## Real-space screened exchange from model dielectric functions

### 1. Premises and conventions

SI units. $C=e^2/4\pi\varepsilon_0$, $a_0=4\pi\varepsilon_0\hbar^2/me^2$. Fourier convention: $W(\mathbf r)=\int \frac{d^3q}{(2\pi)^3}\,e^{i\mathbf q\cdot\mathbf r}\,W(\mathbf q)$. The bare interaction is $v(r)=C/r$, $v(q)=4\pi C/q^2$.

**P1 (static screened exchange).** The exchange part of the one-electron potential for spin $\sigma$ is
$$\Sigma_\sigma(\mathbf r,\mathbf r')=-\rho_\sigma(\mathbf r,\mathbf r')\,W(\mathbf r,\mathbf r'),\qquad \rho_\sigma=\sum_{i}^{\rm occ}\psi_{i\sigma}(\mathbf r)\psi^*_{i\sigma}(\mathbf r'),$$
with $W$ taken at zero frequency. This is the screened-exchange term of the static COHSEX approximation (Hedin, 1965).

**P2 (homogeneous, isotropic screening).** The inverse dielectric matrix is replaced by its diagonal, and the diagonal depends only on the length $q$ of the full wave vector. Then $W(q)=v(q)/\varepsilon(q)$, and $W$ depends on $r=|\mathbf r-\mathbf r'|$ only.

**P3 (limits).** $\varepsilon(0)=\varepsilon_\infty$, the macroscopic electronic (clamped-ion) dielectric constant, and $\varepsilon(q\to\infty)=1$.

**P4 (length scale).** The mean valence density $n$ fixes $k_F=(3\pi^2n)^{1/3}$ and the Thomas–Fermi wave number. With $E_F=\hbar^2k_F^2/2m$, $\partial n/\partial E_F=mk_F/\pi^2\hbar^2$, so
$$k_{TF}^2=\frac{e^2}{\varepsilon_0}\frac{\partial n}{\partial E_F}=\frac{4k_F}{\pi a_0}.$$

**P5 (two interpolations).**
$$\text{L:}\quad \varepsilon(q)=1+\Big[\frac{1}{\varepsilon_\infty-1}+a\frac{q^2}{k_{TF}^2}\Big]^{-1},\qquad \text{G:}\quad \frac1{\varepsilon(q)}=1-\Big(1-\frac1{\varepsilon_\infty}\Big)e^{-q^2/4\mu^2}.$$
$a$ is a dimensionless fitted constant and $\mu$ a free wave number. Model L is the model of Cappellini, Del Sole, Reining and Bechstedt (1993) without its $q^4$ term. Section 7 restores that term.

### 2. General transform

Set $\beta=1-1/\varepsilon_\infty$. By P3 any such model can be written
$$\frac1{\varepsilon(q)}=1-\beta\,g(q),\qquad g(0)=1,\quad g(\infty)=0 .$$
For an isotropic function the angular integral gives $W(r)=\frac{1}{2\pi^2r}\int_0^\infty q\sin(qr)W(q)\,dq$. Insert $W(q)=4\pi C/q^2\varepsilon(q)$ and use $\int_0^\infty \sin(qr)\,dq/q=\pi/2$:
$$\frac{rW(r)}{C}=1-\beta J(r),\qquad J(r)=\frac2\pi\int_0^\infty\frac{\sin qr}{q}\,g(q)\,dq .$$
$J(0)=0$. For $r\to\infty$ the substitution $t=qr$ sends $g(t/r)\to g(0)$, so $J(\infty)=1$. If $\int g\,dq$ converges, differentiation under the integral is allowed:
$$J'(r)=\frac2\pi\int_0^\infty\cos(qr)\,g(q)\,dq .$$
Define $f=1-J$. Since $1-\beta=1/\varepsilon_\infty$,
$$W(r)=\frac{C}{r}\,c(r),\qquad c(r)=\frac1{\varepsilon_\infty}+\beta f(r),\qquad f(0)=1,\quad f(\infty)=0 .$$
$c(r)$ is a distance-dependent fraction of Fock exchange. It runs from 1 at contact to $1/\varepsilon_\infty$ far away. The transform of the short-range kernel follows from $1/\varepsilon=1/\varepsilon_\infty+\beta(1-g)$:
$$\frac{f(r)}{r}\;\leftrightarrow\;\frac{4\pi}{q^2}\,[1-g(q)] .$$

**Screening cloud.** $g(q)$ is the transform of a normalised distribution $p(r)$. The potential $J/r$ has transform $4\pi g/q^2$, so $\nabla^2(J/r)=J''/r=-4\pi p$. An electron is surrounded by an induced charge $+\beta e\,p(r)$. Two moments of $p$ are needed below.

- Expanding $e^{-i\mathbf q\cdot\mathbf r}$ and averaging over angles: $g=1-q^2\langle r^2\rangle/6+\dots$ The $q\to0$ limit of the transform of $f/r$ is $4\pi\int_0^\infty rf\,dr$, hence $\langle r^2\rangle/6=\int_0^\infty rf\,dr$.
- $\langle 1/r\rangle=4\pi\int_0^\infty rp\,dr=-\int_0^\infty J''dr=J'(0)=-f'(0)=\frac2\pi\int_0^\infty g\,dq$. The on-site screening energy is $(W-v)(0)=-C\beta J'(0)=-C\beta\langle1/r\rangle$.

### 3. Model L gives a Yukawa kernel

Let $A=1/(\varepsilon_\infty-1)$ and $B=aq^2/k_{TF}^2$. Then $\varepsilon=(1+A+B)/(A+B)$ and
$$\frac1\varepsilon=1-\frac1{1+A+B}.$$
Here $1+A=\varepsilon_\infty/(\varepsilon_\infty-1)=1/\beta$. Multiply numerator and denominator by $\beta$:
$$\frac1{1+A+B}=\frac{\beta}{1+\beta aq^2/k_{TF}^2}=\beta\,\frac{k^2}{k^2+q^2},\qquad k^2=\frac{k_{TF}^2}{a\beta}=\frac{k_{TF}^2}{a}\,\frac{\varepsilon_\infty}{\varepsilon_\infty-1}.$$
So $g_L=k^2/(k^2+q^2)$. The integrand of $J'$ is even in $q$. Extend it to the whole axis and close the contour in the upper half plane around $q=ik$:
$$J'=\frac1\pi\int_{-\infty}^\infty \frac{k^2e^{iqr}}{q^2+k^2}\,dq=\frac1\pi\,2\pi i\,\frac{k^2e^{-kr}}{2ik}=ke^{-kr}.$$
With $J(0)=0$, $J=1-e^{-kr}$ and
$$\boxed{W_L(r)=C\Big[\frac1{\varepsilon_\infty r}+\Big(1-\frac1{\varepsilon_\infty}\Big)\frac{e^{-kr}}{r}\Big]}$$
Cloud: $p_L=k^2e^{-kr}/4\pi r$, $\langle r^2\rangle=6/k^2$, $\langle1/r\rangle=k$.

Limits. For $\varepsilon_\infty\to\infty$ and $a=1$, $W_L=Ce^{-k_{TF}r}/r$, Thomas–Fermi screening. For $\varepsilon_\infty\to1$, $k\to\infty$ and $\beta\to0$, so $W_L\to v$. The product $\beta k^2=k_{TF}^2/a$ does not depend on $\varepsilon_\infty$; it is the coefficient of the large-$q$ tail $1-1/\varepsilon\to k_{TF}^2/aq^2$. A weaker dielectric has a smaller and more compact cloud.

### 4. Model G gives an erfc kernel

$g_G=e^{-q^2/4\mu^2}$ by inspection. Completing the square gives $\int_0^\infty\cos(qr)e^{-q^2/4\mu^2}dq=\sqrt\pi\,\mu\,e^{-\mu^2r^2}$. Hence $J'=(2\mu/\sqrt\pi)e^{-\mu^2r^2}$, and integration from $J(0)=0$ gives $J=\operatorname{erf}(\mu r)$:
$$\boxed{W_G(r)=C\Big[\frac1{\varepsilon_\infty r}+\Big(1-\frac1{\varepsilon_\infty}\Big)\frac{\operatorname{erfc}(\mu r)}{r}\Big]}$$
Cloud: $p_G=(\mu/\sqrt\pi)^3e^{-\mu^2r^2}$, $\langle r^2\rangle=3/2\mu^2$, $\langle1/r\rangle=2\mu/\sqrt\pi$.

**Hybrid-functional form.** Split the bare interaction as
$$\frac1r=\Big[\frac{1}{\varepsilon_\infty r}+\beta\frac{\operatorname{erfc}\mu r}{r}\Big]+\beta\frac{\operatorname{erf}\mu r}{r}.$$
Treat the bracket with Fock exchange (F) and the remainder with a semilocal functional (sl):
$$E_{xc}=\frac1{\varepsilon_\infty}E_x^{\rm F}+\beta E_x^{\rm F,erfc}+\beta E_x^{\rm sl,erf}+E_c^{\rm sl}.$$
At fixed $\varepsilon_\infty$ and $\mu$, the derivative of the two Fock terms with respect to an orbital gives the operator of P1 with $W=W_G$. This is a range-separated hybrid with short-range fraction 1 and long-range fraction $1/\varepsilon_\infty$. The semilocal terms are a modelling choice. They take the place of the Coulomb-hole term of COHSEX, $\tfrac12(W-v)(0)\,\delta(\mathbf r-\mathbf r')$, which under P2 is a constant and shifts all levels equally.

### 5. Matching $\mu$ to $k$

Both kernels share $c(0)=1$ and $c(\infty)=1/\varepsilon_\infty$. One condition fixes $\mu$.

**Small $q$.** $g_L=1-q^2/k^2+q^4/k^4-\dots$ and $g_G=1-q^2/4\mu^2+q^4/32\mu^4-\dots$ Equal $q^2$ terms require $4\mu^2=k^2$:
$$\boxed{\mu_q=k/2}$$
This equates $\langle r^2\rangle$ of the clouds, and $\int_0^\infty re^{-kr}dr=1/k^2$ with $\int_0^\infty r\operatorname{erfc}(\mu r)\,dr=1/4\mu^2$. The $q^4$ terms then differ by a factor 2 ($q^4/k^4$ against $q^4/2k^4$).

**Small $r$.** $e^{-kr}/r=1/r-k+k^2r/2-\dots$ and $\operatorname{erfc}(\mu r)/r=1/r-2\mu/\sqrt\pi+2\mu^3r^2/3\sqrt\pi-\dots$ Equal constants require
$$\boxed{\mu_r=\sqrt\pi\,k/2\approx0.886\,k}$$
This equates $\langle1/r\rangle$, the on-site energy, and $\int_0^\infty g\,dq$ ($\pi k/2$ against $\sqrt\pi\mu$). The next term cannot be matched: $W_L-v$ has a term linear in $r$, a cusp, and $W_G-v$ has none.

The two values differ by the factor $\sqrt\pi=1.77$, independent of the material. Each match is one-sided in its own space.

- For $\mu=\mu_q$ put $u=q^2/k^2$. From $e^u\ge1+u$, $g_G=e^{-u}\le1/(1+u)=g_L$. Model G screens less at every $q>0$. In real space $\int r(f_G-f_L)\,dr=0$, so the two kernels cross.
- For $\mu=\mu_r$ write $\operatorname{erfc}x=\frac2{\sqrt\pi}e^{-x^2}I(x)$ with $I=\int_0^\infty e^{-2xt-t^2}dt$. Then $(\ln\operatorname{erfc}x)'=-1/I(x)$. $I$ decreases from $\sqrt\pi/2$, so the slope is never above $-2/\sqrt\pi$, and $\operatorname{erfc}x\le e^{-2x/\sqrt\pi}$. With $x=\mu_rr$ this reads $f_G\le f_L$. Model G screens more at every $r>0$.

For any finite $\mu$, $f_G/f_L\to0$ at large $r$ and $g_G/g_L\to0$ at large $q$. No $\mu$ makes the models equal.

### 6. An energy-weighted measure

Exchange samples a finite range of $q$. The unpolarised uniform gas of density $n$ gives a simple weight. In volume $V$, $E_x=-\frac1{2V}\sum_\sigma\sum_{\mathbf k,\mathbf k'}^{\rm occ}W(|\mathbf k-\mathbf k'|)$. For given $\mathbf q=\mathbf k-\mathbf k'$ the allowed $\mathbf k$ fill the overlap of two Fermi spheres with centres $q$ apart. With $x=q/k_F\le2$ the overlap is two caps, and its share of one sphere is
$$h(x)=\frac{2\int_{x/2}^1\pi(1-z^2)\,dz}{4\pi/3}=1-\frac{3x}4+\frac{x^3}{16}.$$
Each spin has $N/2$ electrons, so per electron
$$\epsilon_x=-\frac12\int\frac{d^3q}{(2\pi)^3}W(q)\,h=-\frac{Ck_F}{\pi}\int_0^2\frac{h(x)}{\varepsilon(xk_F)}\,dx .$$
Since $\int_0^2h\,dx=3/4$, the bare value is $\epsilon_x^0=-3Ck_F/4\pi$. The share kept by $W$ is
$$c_x=\frac{\epsilon_x}{\epsilon_x^0}=\frac1{\varepsilon_\infty}+\beta F,\qquad F=1-\frac43\int_0^2h(x)\,g(xk_F)\,dx .$$
The integrals are elementary. With $\lambda=k/k_F$, and with $s=2\mu/k_F$, $E=e^{-4/s^2}$:
$$F_L=1-\frac{\lambda^2}6-\frac{4\lambda}3\arctan\frac2\lambda+\Big(\frac{\lambda^2}2+\frac{\lambda^4}{24}\Big)\ln\Big(1+\frac4{\lambda^2}\Big),$$
$$F_G=1-\frac43\Big[\frac{\sqrt\pi}2s\operatorname{erf}\frac2s-\frac38s^2(1-E)+\frac{s^4}{32}\Big(1-E-\frac{4E}{s^2}\Big)\Big].$$
For $\lambda\gg1$ only small $q$ contribute and $F_G=F_L$ reduces to $\mu=\mu_q$. For $\lambda\ll1$, $h\approx1$ over the width of $g$ and it reduces to $\mu=\mu_r$. In the hybrid of section 4 with LDA as the semilocal part, the complement restores $(1-c_x)\epsilon_x^0$ for the uniform gas. So $c_x$ is the part of exchange handed to the Fock operator, and total uniform-gas exchange does not depend on $\mu$.

### 7. The term dropped from model L

The static Lindhard function of the free gas is
$$\varepsilon-1=\frac{k_{TF}^2}{q^2}\Big[\frac12+\frac{1-y^2}{4y}\ln\Big|\frac{1+y}{1-y}\Big|\Big],\qquad y=\frac{q}{2k_F}.$$
The bracket tends to $1/3y^2$ at large $y$. Hence $\varepsilon-1\to q_p^4/q^4$ with
$$q_p^4=\frac43k_F^2k_{TF}^2=\frac{16\pi n}{a_0}=\Big(\frac{2m\omega_p}{\hbar}\Big)^2,\qquad\omega_p^2=\frac{ne^2}{\varepsilon_0m}.$$
Model L decays as $q^{-2}$, more slowly than this. Model G decays faster than any power. Adding $q^4/q_p^4$ inside the bracket of model L (model Q) gives the Lindhard tail. The algebra of section 3 with $B\to B+q^4/q_p^4$ yields
$$g_Q=\frac1{1+q^2/k^2+\gamma q^4/k^4},\qquad\gamma=\beta\,\frac{k^4}{q_p^4}.$$
The ratio of the added term to the $q^2$ term is $\gamma q^2/k^2$.

Factor the denominator as $(1+q^2/\kappa_1^2)(1+q^2/\kappa_2^2)$ with $\operatorname{Re}\kappa_i>0$. Comparing powers: $\kappa_1^{-2}+\kappa_2^{-2}=k^{-2}$ and $(\kappa_1\kappa_2)^{-1}=\sqrt\gamma/k^2$. Therefore $(\kappa_1^{-1}\pm\kappa_2^{-1})^2=(1\pm2\sqrt\gamma)/k^2$. Partial fractions give
$$g_Q=\frac{1}{\kappa_2^2-\kappa_1^2}\Big[\kappa_2^2\frac{\kappa_1^2}{q^2+\kappa_1^2}-\kappa_1^2\frac{\kappa_2^2}{q^2+\kappa_2^2}\Big],$$
and section 3 applies to each term:
$$f_Q=\frac{\kappa_2^2e^{-\kappa_1r}-\kappa_1^2e^{-\kappa_2r}}{\kappa_2^2-\kappa_1^2},\qquad-f_Q'(0)=\frac{\kappa_1\kappa_2}{\kappa_1+\kappa_2}=\frac{k}{\sqrt{1+2\sqrt\gamma}} .$$
$f_Q''(0)=0$, so the cusp of model L is gone. For $\gamma>1/4$ the roots are $\kappa'\pm i\kappa''$ with
$$\kappa'=k\frac{\sqrt{2\sqrt\gamma+1}}{2\sqrt\gamma},\quad\kappa''=k\frac{\sqrt{2\sqrt\gamma-1}}{2\sqrt\gamma},\quad f_Q=e^{-\kappa'r}\Big[\cos\kappa''r+\frac{\kappa'^2-\kappa''^2}{2\kappa'\kappa''}\sin\kappa''r\Big].$$
Consequences for matching: $\mu_q=k/2$ is unchanged, because the added term starts at order $q^4$. The small-$r$ match becomes
$$\mu_r'=\frac{\sqrt\pi\,k}{2\sqrt{1+2\sqrt\gamma}} .$$
It depends on $\sqrt\gamma$, so even a small $\gamma$ moves it.

### 8. Range of validity

1. **Wave vector.** Model L holds as an approximation to model Q only for $\gamma q^2/k^2\ll1$. $\mu_q$ uses the region $q\ll k$ and survives. $\mu_r$ integrates $g$ over all $q$ and needs $2\sqrt\gamma\ll1$.
2. **The constant $a$.** $k\propto a^{-1/2}$, and $a$ is fitted. Neither matching removes this dependence. The sensitivities are $\partial\ln k/\partial\ln n=1/6$ and $\partial\ln k/\partial\ln\varepsilon_\infty=-1/[2(\varepsilon_\infty-1)]$.
3. **Isotropy.** Cubic symmetry makes the dielectric tensor a scalar at $q\to0$ only. Layered crystals need a tensor already there.
4. **Local fields.** Off-diagonal elements of the inverse dielectric matrix make $W$ depend on $\mathbf r$ and $\mathbf r'$ separately, and make the Coulomb-hole term vary within the cell. The models contain no estimate of their size. They enter only through the value of $\varepsilon_\infty$.
5. **Frequency.** Take one pole per $q$, $1/\varepsilon(q,\omega)=1+\omega_p^2/(\omega^2-\tilde\omega_q^2)$. The static limit fixes $\tilde\omega_q^2=\omega_p^2/\beta g(q)$. In screened exchange between levels $\Delta$ apart, $W-v$ is multiplied by $[1-\Delta^2/\hbar^2\tilde\omega_q^2]^{-1}$. P1 needs $\Delta\ll\hbar\tilde\omega_q$. The factor is largest at $q=0$.
6. **Clamped ions.** $\varepsilon_\infty$ is electronic. Lattice polarisation must be added separately where it matters, as for polarons or weakly bound excitons.
7. **Bulk only.** In a finite system $W\to C/r$ at long range, and the long-range fraction is 1. At a surface or interface no single $\varepsilon_\infty$ exists. A position-dependent version with $k(\mathbf r)\propto n(\mathbf r)^{1/6}$ needs a kernel symmetric in $\mathbf r\leftrightarrow\mathbf r'$, for example the mean of the kernels evaluated at the two points, to keep $\Sigma$ Hermitian. Such a kernel is no longer the transform of one $\varepsilon(q)$.
8. **Total energies.** Each material has its own $(\varepsilon_\infty,\mu)$ and so its own functional. Energy differences between materials mix functionals. If the parameters follow the geometry, forces and stress acquire terms of the type $(\partial E/\partial\mu)\,d\mu/dX$ for each structural coordinate $X$.

### 9. Illustration: cubic BN

Inputs, all approximate: zincblende lattice constant $a_L=0.3615$ nm, $\varepsilon_\infty=4.5$, $a=1.563$ (the constant usually quoted with the model, not fitted to BN). Intermediate values are carried unrounded.

Four formula units with 8 valence electrons each: $n=32/a_L^3=677\ \text{nm}^{-3}$. Then

- $k_F=27.2\ \text{nm}^{-1}$, $k_{TF}=25.6\ \text{nm}^{-1}$;
- $1/\varepsilon_\infty=0.222$, $\beta=0.778$;
- $k=23.2\ \text{nm}^{-1}$ ($ka_0=1.23$), $\lambda=0.854$;
- $\mu_q=11.6\ \text{nm}^{-1}$ ($\mu_qa_0=0.61$), $\mu_r=20.6\ \text{nm}^{-1}$ ($\mu_ra_0=1.09$);
- cloud radius $\sqrt6/k=0.106$ nm, against the bond length $d=\sqrt3a_L/4=0.157$ nm.

Dropped term: $q_p=28.3\ \text{nm}^{-1}$, $\gamma=0.35$. Its ratio to the $q^2$ term is 0.35 at $q=k$, 0.59 at the shortest reciprocal-lattice vector $2\pi\sqrt3/a_L=30.1\ \text{nm}^{-1}$, and 1.9 at $2k_F$. It is not small. Since $\gamma>1/4$, $\kappa'=29.0\ \text{nm}^{-1}$ and $\kappa''=8.4\ \text{nm}^{-1}$. The factor $\sqrt{1+2\sqrt\gamma}=1.48$ lowers the small-$r$ match to $\mu_r'=0.60\,k=13.9\ \text{nm}^{-1}$ ($\mu_r'a_0=0.74$).

With $C=1.44$ eV nm:

| kernel | $(W-v)(0)$ / eV | $c(0.05\ \text{nm})$ | $c(d)$ | $F$ | $c_x$ |
|---|---|---|---|---|---|
| L, Yukawa | $-26$ | 0.47 | 0.24 | 0.27 | 0.43 |
| G, $\mu_q$ | $-15$ | 0.54 | 0.23 | 0.33 | 0.48 |
| G, $\mu_r$ | $-26$ | 0.34 | 0.22 | 0.15 | 0.34 |
| Q, with $q^4$ | $-18$ | 0.51 | 0.24 | 0.31 | 0.46 |
| G, $\mu_r'$ | $-18$ | 0.48 | 0.22 | 0.27 | 0.43 |

$F$ of model Q is the integral of section 6 done numerically.

Reading the table. At the bond length all kernels are within a few hundredths of $1/\varepsilon_\infty$, so exchange between points a bond length or more apart is governed by $\varepsilon_\infty$. The choice of $\mu$ acts below about 0.1 nm. Going from $\mu_q$ to $\mu_r$ changes $c_x$ by 0.14. With $\epsilon_x^0=-9.3$ eV this moves 1.3 eV per electron from Fock to semilocal exchange in the uniform-gas measure. The condition $F_G=F_L$ gives $\mu=0.59\,k$, and $F_G=F_Q$ gives $\mu=0.54\,k$. For model Q the three criteria lie between $0.50\,k$ and $0.60\,k$. The wide interval up to $0.886\,k$ belongs to model L and comes from its $q^{-2}$ tail.

Sizes of the other approximations. Setting $a=1$ raises $k$ to $29.0\ \text{nm}^{-1}$, a factor 1.25. The sensitivity to $\varepsilon_\infty$ is $-0.14$ for $k$ and $-1$ for the long-range fraction. For dynamics, $\hbar\omega_p=30.6$ eV and $\hbar\tilde\omega_0=\hbar\omega_p/\sqrt\beta=34.7$ eV. The factor of item 5 at $q=0$ is 1.09 for $\Delta=10$ eV, and 2.9 for $\Delta$ equal to the free-electron Fermi energy of 28.1 eV. The static kernel suits exchange among levels near the band edges and not exchange with the bottom of the valence band. A static dielectric constant with lattice screening, typically about 7 for cubic BN, would give a long-range fraction of 0.14 in place of 0.22, and is not the input P3 asks for.